\section*{Overlap integrals of Slater orbitals with equal exponents}

\subsection*{1. Premises and conventions}

Two centres A and B lie a distance $R>0$ apart. Lengths are in bohr ($a_0$) and exponents in $a_0^{-1}$ until the numerical part, so that $p=\zeta R$ is a pure number. Both centres carry real Slater orbitals with the same exponent $\zeta>0$,
\begin{equation}
\chi_{1s}=N_1\,e^{-\zeta r},\qquad \chi_{2p_u}=N_2\,(\mathbf u\cdot\mathbf r)\,e^{-\zeta r},
\label{eq:sto}
\end{equation}
where $\mathbf r$ is counted from the centre of the orbital and the unit vector $\mathbf u$ points into the positive lobe. The overlap integral is $S=\int\chi_A\chi_B\,d^3r$.

\emph{Normalisation.} With $\int_0^\infty r^n e^{-2\zeta r}dr=n!/(2\zeta)^{n+1}$, and with the angular average of $(\mathbf u\cdot\mathbf r)^2$ equal to $r^2/3$,
\begin{equation}
N_1^{-2}=4\pi\frac{2!}{(2\zeta)^3}=\frac{\pi}{\zeta^3},\qquad
N_2^{-2}=\frac{4\pi}{3}\frac{4!}{(2\zeta)^5}=\frac{\pi}{\zeta^5}.
\label{eq:norm}
\end{equation}

\emph{Axes and signs.} The $z$ axis runs from A, at $z=-R/2$, to B, at $z=+R/2$. A $\pi$ pair has both $\mathbf u$ along the same direction $x$ normal to the axis. A $\sigma$ pair has $\mathbf u_A=+\hat{\mathbf z}$ and $\mathbf u_B=-\hat{\mathbf z}$, so that the positive lobes point at each other. Reversing one lobe reverses the sign of $S$, and a $\sigma$ formula is defined only once this choice is stated.

\subsection*{2. Two-centre coordinates}

The product of the exponentials is $e^{-\zeta(r_A+r_B)}$, which suggests taking $r_A+r_B$ as a coordinate. Define
\begin{equation}
\xi=\frac{r_A+r_B}{R},\qquad \eta=\frac{r_A-r_B}{R},
\label{eq:coord}
\end{equation}
and let $\varphi$ be the azimuth about the axis. The triangle inequalities $r_A+r_B\ge R$ and $|r_A-r_B|\le R$ give $1\le\xi<\infty$ and $-1\le\eta\le1$. Each admissible pair $(r_A,r_B)$ fixes one triangle on the base AB, hence one pair of cylindrical coordinates $(\rho,z)$ with $\rho\ge0$, so the map is one to one.

To invert it, use $r_A^2=\rho^2+(z+R/2)^2$ and $r_B^2=\rho^2+(z-R/2)^2$. The difference is $2zR$ and also $(r_A+r_B)(r_A-r_B)=R^2\xi\eta$. The sum is $2\rho^2+2z^2+R^2/2$ and also $R^2(\xi^2+\eta^2)/2$. Therefore
\begin{equation}
z=\frac R2\,\xi\eta,\qquad
\rho^2=\frac{R^2}{4}\left(\xi^2+\eta^2-1-\xi^2\eta^2\right)=\frac{R^2}{4}(\xi^2-1)(1-\eta^2).
\label{eq:inv}
\end{equation}
The coordinate counted from A towards B and the one counted from B towards A are
\begin{equation}
z_A=\frac R2+z=\frac R2(1+\xi\eta),\qquad z_B=\frac R2-z=\frac R2(1-\xi\eta).
\label{eq:zab}
\end{equation}

\emph{Volume element.} Write $d^3r=\rho\,d\rho\,dz\,d\varphi=dw\,dz\,d\varphi$ with $w=\rho^2/2$. From \eqref{eq:inv}, $w_\xi=\tfrac{R^2}{4}\xi(1-\eta^2)$, $w_\eta=-\tfrac{R^2}{4}\eta(\xi^2-1)$, $z_\xi=\tfrac R2\eta$ and $z_\eta=\tfrac R2\xi$. The Jacobian is
\begin{equation}
w_\xi z_\eta-w_\eta z_\xi=\frac{R^3}{8}\left[\xi^2(1-\eta^2)+\eta^2(\xi^2-1)\right]=\left(\frac R2\right)^3(\xi^2-\eta^2),
\label{eq:jac}
\end{equation}
which is non-negative on the whole domain, so $d^3r=(R/2)^3(\xi^2-\eta^2)\,d\xi\,d\eta\,d\varphi$.

With equal exponents the exponential is $e^{-p\xi}$ and contains no $\eta$. Every integrand below is this factor times a polynomial in $\xi$ and $\eta$ times a function of $\varphi$. It converges absolutely, so the three integrations may be done in any order. This is the one place where the equality of the exponents is used.

\subsection*{3. Auxiliary integrals}

The $\eta$ integrals are elementary: $\int_{-1}^{1}\eta^n d\eta=2/(n+1)$ for even $n$ and zero for odd $n$. For $\xi$ define
\begin{equation}
A_n(p)=\int_1^\infty \xi^n e^{-p\xi}\,d\xi .
\label{eq:an}
\end{equation}
Direct integration gives $A_0=e^{-p}/p$. Integration by parts, with the boundary term $e^{-p}/p$ at $\xi=1$ and none at infinity since $p>0$, gives $A_n=(e^{-p}+nA_{n-1})/p$. Applying this four times yields the even members that are needed:
\begin{align}
A_0&=e^{-p}\,\frac1p,\nonumber\\
A_2&=e^{-p}\left(\frac1p+\frac2{p^2}+\frac2{p^3}\right),\nonumber\\
A_4&=e^{-p}\left(\frac1p+\frac4{p^2}+\frac{12}{p^3}+\frac{24}{p^4}+\frac{24}{p^5}\right).
\label{eq:a024}
\end{align}

\subsection*{4. The $1s$ pair}

The integrand has no $\varphi$ dependence, so the azimuth gives $2\pi$. With \eqref{eq:norm} and \eqref{eq:jac} the prefactor is $(\zeta^3/\pi)(R/2)^3\,2\pi=p^3/4$, and
\begin{equation}
S_{1s}=\frac{p^3}{4}\int_1^\infty\! d\xi\,e^{-p\xi}\int_{-1}^{1}\!(\xi^2-\eta^2)\,d\eta
=\frac{p^3}{4}\left(2A_2-\frac23A_0\right).
\end{equation}
By \eqref{eq:a024} the bracket is $e^{-p}\left[\tfrac{4}{3p}+\tfrac4{p^2}+\tfrac4{p^3}\right]$. Multiplying by $p^3/4$,
\begin{equation}
\boxed{S_{1s}(p)=e^{-p}\left(1+p+\frac{p^2}{3}\right)}
\label{eq:s1}
\end{equation}

\subsection*{5. The $2p\pi$ pair}

Both centres lie on the axis, so the coordinate $x=\rho\cos\varphi$ is the same for both, and the product of the polynomial factors is $\rho^2\cos^2\varphi$. The azimuth gives $\int_0^{2\pi}\cos^2\varphi\,d\varphi=\pi$. The factor $(R/2)^2$ of $\rho^2$ joins the $(R/2)^3$ of the volume element, and the prefactor is $(\zeta^5/\pi)(R/2)^5\pi=p^5/32$:
\begin{equation}
S_\pi=\frac{p^5}{32}\int_1^\infty\! d\xi\,e^{-p\xi}(\xi^2-1)\int_{-1}^{1}\!(1-\eta^2)(\xi^2-\eta^2)\,d\eta .
\label{eq:piint}
\end{equation}
The inner integral is $\xi^2\left(2-\tfrac23\right)-\left(\tfrac23-\tfrac25\right)=\tfrac43\xi^2-\tfrac4{15}=\tfrac4{15}(5\xi^2-1)$. Since $(\xi^2-1)(5\xi^2-1)=5\xi^4-6\xi^2+1$,
\begin{equation}
S_\pi=\frac{p^5}{120}\left(5A_4-6A_2+A_0\right).
\end{equation}
Collect powers with \eqref{eq:a024}. The coefficient of $e^{-p}/p$ is $5-6+1=0$, that of $e^{-p}/p^2$ is $20-12=8$, that of $e^{-p}/p^3$ is $60-12=48$, and those of $e^{-p}/p^4$ and $e^{-p}/p^5$ are both $120$. The first vanishes because it equals the polynomial at $\xi=1$, and $\xi=1$ is the segment AB, which lies in the common nodal plane. Multiplying by $p^5/120$,
\begin{equation}
\boxed{S_\pi(p)=e^{-p}\left(1+p+\frac{2p^2}{5}+\frac{p^3}{15}\right)}
\label{eq:spi}
\end{equation}

\subsection*{6. The $2p\sigma$ pair}

For lobes pointing at each other the polynomial factor is $z_Az_B=(R/2)^2(1-\xi^2\eta^2)$ by \eqref{eq:zab}. It is positive between the two nodal planes $z=\pm R/2$ and negative outside them. The azimuth gives $2\pi$ and the prefactor is $p^5/16$:
\begin{equation}
S_\sigma=\frac{p^5}{16}\int_1^\infty\! d\xi\,e^{-p\xi}\int_{-1}^{1}\!(1-\xi^2\eta^2)(\xi^2-\eta^2)\,d\eta .
\end{equation}
The product expands to $\xi^2-\eta^2-\xi^4\eta^2+\xi^2\eta^4$, whose $\eta$ integral is $2\xi^2-\tfrac23-\tfrac23\xi^4+\tfrac25\xi^2=\tfrac2{15}\left(18\xi^2-5-5\xi^4\right)$. Hence
\begin{equation}
S_\sigma=\frac{p^5}{120}\left(18A_2-5A_0-5A_4\right).
\end{equation}
The coefficients of $e^{-p}/p,\dots,e^{-p}/p^5$ are $18-5-5=8$, $36-20=16$, $36-60=-24$, $-120$ and $-120$. Multiplying by $p^5/120$,
\begin{equation}
\boxed{S_\sigma(p)=e^{-p}\left(-1-p-\frac{p^2}{5}+\frac{2p^3}{15}+\frac{p^4}{15}\right)}
\label{eq:ssig}
\end{equation}
With both lobes along $+z$ the overlap is $S_\parallel=-S_\sigma$. Equations \eqref{eq:s1}, \eqref{eq:spi} and \eqref{eq:ssig} are among the formulas tabulated by Mulliken, Rieke, Orloff and Orloff (1949).

The mixed pairs vanish. A $\sigma$ orbital with a $\pi$ orbital leaves $\int_0^{2\pi}\cos\varphi\,d\varphi=0$, and $p_x$ with $p_y$ leaves $\int_0^{2\pi}\cos\varphi\sin\varphi\,d\varphi=0$.

\subsection*{7. Independent tests and general orientation}

\emph{(a) United centres.} As $p\to0$ the formulas give $S_{1s}=S_\pi=1$ and $S_\sigma=-1$. This is required: the first two become normalisation integrals, and the $\sigma$ pair becomes $p_z$ with $-p_z$.

\emph{(b) A relation between $\sigma$ and $\pi$ that does not use part 2.} Let $g(r)=(1+\zeta r)e^{-\zeta r}/\zeta^2$. Then $g'(r)=-re^{-\zeta r}$, so $\partial_i g=-x_ie^{-\zeta r}$ and $\chi_{2p_i}=-N_2\,\partial_ig$. The function $g$ is continuously differentiable and decays exponentially. Put A at the origin and B at $\mathbf R$, and let $G(\mathbf R)=\int g(\mathbf r)g(\mathbf r-\mathbf R)\,d^3r$, which depends on $R$ alone because $g$ is spherical. A derivative acting on $g(\mathbf r-\mathbf R)$ equals $-\partial/\partial R_j$. A derivative acting on $g(\mathbf r)$ is moved to the other factor by parts and equals $+\partial/\partial R_i$. For common axes on both centres, with $\mathbf n=\mathbf R/R$,
\begin{equation}
S_{ij}=-N_2^2\frac{\partial^2G}{\partial R_i\partial R_j}
=-N_2^2\left[G''n_in_j+\frac{G'}{R}(\delta_{ij}-n_in_j)\right].
\label{eq:tensor}
\end{equation}
The last form follows from $\partial_jG=G'n_j$ and $\partial_in_j=(\delta_{ij}-n_in_j)/R$. Taking $i=j$ normal to $\mathbf n$ gives $S_\pi=-N_2^2G'/R$, and taking $i=j$ along $\mathbf n$ gives $S_\parallel=-N_2^2G''$. Eliminating $G$,
\begin{equation}
S_\parallel=\frac{d}{dR}(RS_\pi)=\frac{d}{dp}(pS_\pi).
\label{eq:link}
\end{equation}
From \eqref{eq:spi}, $pS_\pi=e^{-p}(p+p^2+\tfrac25p^3+\tfrac1{15}p^4)$. Its derivative is $e^{-p}$ times $(1+2p+\tfrac65p^2+\tfrac4{15}p^3)-(p+p^2+\tfrac25p^3+\tfrac1{15}p^4)$, which is $1+p+\tfrac15p^2-\tfrac2{15}p^3-\tfrac1{15}p^4$. This is minus the polynomial of \eqref{eq:ssig}, term by term.

Contracting \eqref{eq:tensor} with the lobe directions gives the overlap for any orientation, in the two-centre form of Slater and Koster:
\begin{equation}
S(\mathbf u_A,\mathbf u_B)=-(\mathbf u_A\!\cdot\!\mathbf n)(\mathbf u_B\!\cdot\!\mathbf n)\,S_\sigma
+\left[\mathbf u_A\!\cdot\!\mathbf u_B-(\mathbf u_A\!\cdot\!\mathbf n)(\mathbf u_B\!\cdot\!\mathbf n)\right]S_\pi .
\label{eq:sk}
\end{equation}

\emph{(c) Derivatives.} Differentiating \eqref{eq:s1} and \eqref{eq:spi},
\begin{equation}
\frac{dS_{1s}}{dp}=-\frac p3(1+p)e^{-p},\qquad
\frac{dS_\pi}{dp}=-e^{-p}\left(\frac p5+\frac{p^2}5+\frac{p^3}{15}\right)=-\frac p5\,S_{1s}.
\label{eq:der}
\end{equation}
Both overlaps fall monotonically from 1 to 0. Inserting the second relation in \eqref{eq:link} gives
\begin{equation}
S_\sigma+S_\pi=\frac{p^2}{5}\,S_{1s}.
\label{eq:sum}
\end{equation}

\emph{(d) Curvature at small $p$.} For one real orbital displaced without rotation, Parseval's theorem gives $S=\int|\tilde\chi(\mathbf k)|^2\cos(k_zR)\,d^3k=1-\tfrac12R^2\langle k_z^2\rangle+\dots$, where $\tilde\chi$ is the normalised Fourier transform. For $1s$, $\langle k^2\rangle=\int|\nabla\chi|^2d^3r=\zeta^2$, and isotropy gives $\langle k_z^2\rangle=\zeta^2/3$. For $2p$, $\nabla^2(xe^{-\zeta r})=(\zeta^2-4\zeta/r)\,xe^{-\zeta r}$ and $\langle1/r\rangle=2\zeta\cdot3!/4!=\zeta/2$, so $\langle k^2\rangle=2\zeta^2-\zeta^2=\zeta^2$ again. The transform keeps the angular factor $\hat{\mathbf k}\cdot\mathbf u$. The spherical averages $\langle\hat k_x^2\hat k_z^2\rangle=1/15$ and $\langle\hat k_z^4\rangle=1/5$, divided by $\langle\hat k_x^2\rangle=1/3$, give the shares $1/5$ and $3/5$. The predictions are
\begin{equation}
S_{1s}\simeq1-\frac{p^2}{6},\qquad S_\pi\simeq1-\frac{p^2}{10},\qquad S_\sigma\simeq-1+\frac{3p^2}{10}.
\end{equation}
Integrating \eqref{eq:der} near $p=0$ gives the first two, and \eqref{eq:sum} then gives $-1+p^2/10+p^2/5$, which is the third.

\emph{(e) Shape of $S_\sigma$.} Its sign is that of $p^4+2p^3-3p^2-15p-15$. The coefficients change sign once, so by Descartes' rule there is exactly one positive root, found numerically at $p=2.51$. From \eqref{eq:sum} and \eqref{eq:der},
\begin{equation}
\frac{dS_\sigma}{dp}=\frac p{15}\,e^{-p}\left(9+9p+2p^2-p^3\right),
\end{equation}
again with one positive root, $p=4.47$, where $S_\sigma$ has its maximum $0.333$. At large $p$ the leading terms give $S_\sigma/S_\pi\simeq p$.

\subsection*{8. Range of validity}

\emph{What is exact.} For the functions \eqref{eq:sto} the three formulas involve no approximation. They hold for all $R>0$ and $\zeta>0$, and at $R=0$ by continuity. They depend on $\zeta$ and $R$ only through $p$, because a common rescaling of all lengths leaves an overlap of normalised functions unchanged.

\emph{Unequal exponents.} Let $\zeta_A=\zeta(1+t)$ and $\zeta_B=\zeta(1-t)$ with $|t|<1$, so that $\zeta$ is the mean and $p=\zeta R$ as before. By \eqref{eq:coord}, $\zeta_Ar_A+\zeta_Br_B=p\xi+pt\eta$, and the product of the $2p$ normalisation constants acquires the factor $(1-t^2)^{5/2}$. In \eqref{eq:piint} the rest of the integrand is even in $\eta$, so $e^{-pt\eta}$ may be replaced by $\cosh(pt\eta)=1+\tfrac12p^2t^2\eta^2+\dots$, and no term is linear in $t$. The new inner integral is $\int_{-1}^1\eta^2(1-\eta^2)(\xi^2-\eta^2)\,d\eta=\tfrac4{15}\xi^2-\tfrac4{35}=\tfrac4{105}(7\xi^2-3)$. With $(\xi^2-1)(7\xi^2-3)=7\xi^4-10\xi^2+3$ the added term is $\tfrac{p^7t^2}{1680}(7A_4-10A_2+3A_0)$, and the coefficients of $e^{-p}/p,\dots,e^{-p}/p^5$ in the bracket are $0$, $8$, $64$, $168$, $168$. Thus
\begin{equation}
S_\pi(p,t)=S_\pi(p)+t^2\left[\frac{p^2}{10}e^{-p}\left(1+p+\frac{8p^2}{21}+\frac{p^3}{21}\right)-\frac52S_\pi(p)\right]+O(t^4).
\label{eq:t2}
\end{equation}
The expansion is useful when $t^2\ll1$ and $|pt|$ is at most of order one. Beyond that the $\eta$ integrals must keep their exponential. The same parity argument removes the linear term for the $1s$ and $\sigma$ pairs.

\emph{Other functions.} A different principal quantum number adds powers of $r_A=R(\xi+\eta)/2$ and $r_B=R(\xi-\eta)/2$ and leads to other polynomials, so \eqref{eq:spi} and \eqref{eq:ssig} do not apply to $3p$ orbitals. An orbital written as a sum of Slater functions needs the cross terms with unequal exponents.

\emph{Relation to a real solid or molecule.} A single exponential is a model of a valence orbital. One exponent must describe both the region near the radial maximum and the tail, while distant overlaps depend on the tail alone. An overlap integral is a property of the chosen basis and is not an observable.

\emph{Truncation in a lattice.} The full overlap matrix of linearly independent functions is positive definite. A matrix cut off after a few neighbours need not be, and its small eigenvalues are the most sensitive to the cut. They matter in extended H\"uckel theory. With the Wolfsberg--Helmholz rule $H_{\mu\nu}=\tfrac12K(H_{\mu\mu}+H_{\nu\nu})S_{\mu\nu}$ for $\mu\ne\nu$ and one common diagonal element $\alpha$ (in eV), the matrix is $H=K\alpha S-(K-1)\alpha\,\mathbb 1$. An eigenvector of $S$ with eigenvalue $\lambda$ then solves $Hc=\varepsilon Sc$ with
\begin{equation}
\varepsilon=\alpha\left(K-\frac{K-1}{\lambda}\right).
\label{eq:eht}
\end{equation}

\subsection*{9. Numerical illustration: $2p\pi$ overlap in graphene}

\emph{Inputs.} The C--C distance is taken as $d=1.42$~\AA, a typical value. The exponent $\zeta=1.625\,a_0^{-1}$ is that of Slater's screening rules for carbon, $(6-3\times0.35-2\times0.85)/2$. The Bohr radius is $a_0=0.52917721$~\AA. Sums below are formed from unrounded terms. In a flat sheet all $2p_z$ lobes are parallel and normal to every interatomic vector, so \eqref{eq:sk} reduces to $S_\pi$ for every pair.

\emph{Nearest neighbours.} $d/a_0=2.6834$, so $p=4.3605$ and $e^{-p}=0.012771$. Then
\begin{equation}
S_\pi=0.012771\,(1+4.3605+7.6057+5.5275)=0.012771\times18.4938=0.2362 .
\end{equation}
For in-plane lobes along the same bond,
\begin{equation}
S_\sigma=0.012771\,(-1-4.3605-3.8029+11.0550+24.1030)=0.012771\times25.9946=0.3320,
\end{equation}
close to the maximum found in part 7(e). As a test of the arithmetic, \eqref{eq:s1} gives $0.1494$ at this $p$, and $3.8029\times0.1494=0.5682$ equals $S_\sigma+S_\pi$, as \eqref{eq:sum} demands.

\emph{Sensitivity.} By \eqref{eq:der} and \eqref{eq:sum}, $d\ln S_\pi/d\ln p=-(S_\sigma+S_\pi)/S_\pi=-2.41$. The rounding of the distance, $\pm0.005$~\AA, moves $S_\pi$ by $\mp0.002$, so the third decimal is already uncertain. Lowering $\zeta$ by 5 per cent raises $S_\pi$ to $0.266$, by 13 per cent. The choice of exponent therefore limits the result more than the geometry does.

\emph{Unequal exponents.} The bracket in \eqref{eq:t2} equals $-0.1885$ at this $p$. Slater's rules give $1.30$ for boron and $1.95$ for nitrogen, with mean $1.625$ and $|t|=0.2$. At the same distance, used here only as a test of the formula, \eqref{eq:t2} gives $0.2287$, and numerical integration with the full factor $e^{-pt\eta}$ gives $0.2282$. The equal-exponent formula with the mean exponent is high by $0.008$ in this case.

\emph{Farther neighbours.} The shells of the honeycomb lattice give:
\begin{center}
\begin{tabular}{cccccc}
\hline
$R/d$ & atoms & sublattice & $R$ (\AA) & $p$ & $S_\pi$\\
\hline
$1$ & 3 & other & 1.42 & 4.361 & 0.2362\\
$\sqrt3$ & 6 & same & 2.46 & 7.553 & 0.0315\\
$2$ & 3 & other & 2.84 & 8.721 & 0.0138\\
$\sqrt7$ & 6 & other & 3.76 & 11.537 & 0.0016\\
$3$ & 6 & same & 4.26 & 13.082 & 0.0005\\
\hline
\end{tabular}
\end{center}
At the zone centre all Bloch phases are 1. The overlap matrix of the two sublattice sums has the diagonal element $s_{AA}$, equal to 1 plus the sum over the same sublattice, and the off-diagonal element $s_{AB}$, the sum over the other one. Its eigenvalues are $\lambda_\pm=s_{AA}\pm s_{AB}$. Nearest neighbours alone give $\lambda_\pm=1\pm3S_\pi$, that is $1.709$ and $0.291$. The five shells give $s_{AA}=1.192$ and $s_{AB}=0.760$, hence $\lambda_+=1.95$ and $\lambda_-=0.43$. The next two shells, at $2\sqrt3\,d$ (same sublattice, 6 atoms) and $\sqrt{13}\,d$ (other, 6 atoms), add $0.0006$ to $s_{AA}$ and $0.0003$ to $s_{AB}$ and leave both eigenvalues unchanged to two decimals. The shells beyond the first thus raise $\lambda_-$ by 48 per cent, and the factor $1/\lambda_-$ in \eqref{eq:eht} falls from $3.43$ to $2.31$. They cannot be dropped for the antibonding state, although each single overlap is small. The nearest-neighbour matrix even ceases to be positive definite when $S_\pi>1/3$, which happens for $p<3.71$, or $\zeta<1.38\,a_0^{-1}$ at this distance.

\emph{Result.} The model's nearest-neighbour overlap is $S_\pi\approx0.24$. It belongs to the single Slater function with $\zeta=1.625\,a_0^{-1}$. Non-orthogonal tight-binding descriptions fitted to the $\pi$ bands of graphene typically carry a nearest-neighbour overlap parameter near $0.1$, so the model's value is larger by a factor of roughly two. Such a parameter is an effective fitted quantity tied to its own hopping energies and neighbour range, and the two numbers cannot be exchanged for one another.